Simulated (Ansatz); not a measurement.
Isomers of GeSi2H8

2 of its isomers, all singlets with charge 0: A = `[SiH3][SiH2][GeH3]`; B = `[SiH3][GeH2][SiH3]`.

Shapes, held fixed at every level: PBE0-D4/def2-TZVP. Programs: Ansatz 0.2.0.

Electronic energies in kJ/mol, without zero-point or thermal terms.

(1) From chemical knowledge, estimate the order of stability.

Results:

(1) B < A in rising energy, over a span of 14 kJ/mol, by CCSD(T)/def2-TZVPP. All levels agree on that. The B − A difference spans -17.2 to -9.6 kJ/mol over the levels. Relativity is left out for Ge. Outer-core shells of Ge are correlated in most correlated rows, in sets that cover them unevenly.

```tsv
level	kind	B − A
HF/def2-SVP	Hartree–Fock	-14.0
HF/def2-TZVPP	Hartree–Fock	-15.8
SPW92/def2-TZVPP	LDA	-9.6
PBE-D4/def2-TZVPP	GGA	-10.5
PBE0-D4/def2-TZVPP	global hybrid	-11.3
wB97X-V/def2-TZVPP	range-separated hybrid	-12.7
MP2/def2-TZVPP	perturbation theory	-17.2
CCSD(T)/def2-TZVPP	coupled cluster or CI	-14.4
```

Placing germanium in the middle of the chain is favoured over placing it at the end, by a modest margin that keeps its sign at every level. Both isomers have two bonds between heavy atoms and eight to hydrogen, so the preference comes down to an exchange: going from A to B replaces a Si–Si and a Ge–H bond with a Si–Ge and a Si–H bond. Si–H is distinctly stronger than Ge–H, whereas Si–Si and Si–Ge bonds are much closer in strength, so the gain in the hydrogen bond probably outweighs any loss in the skeleton. The central position suits germanium because it carries fewer hydrogens there.

This near-conservation of bond types also suggests why Hartree–Fock already comes close to coupled cluster: much of the correlation energy cancels. All the density functionals give a smaller preference than CCSD(T), while MP2 gives a larger one, so the ordering is firmer than its exact size. The total energies alone do not separate the hydrogen and skeletal contributions.
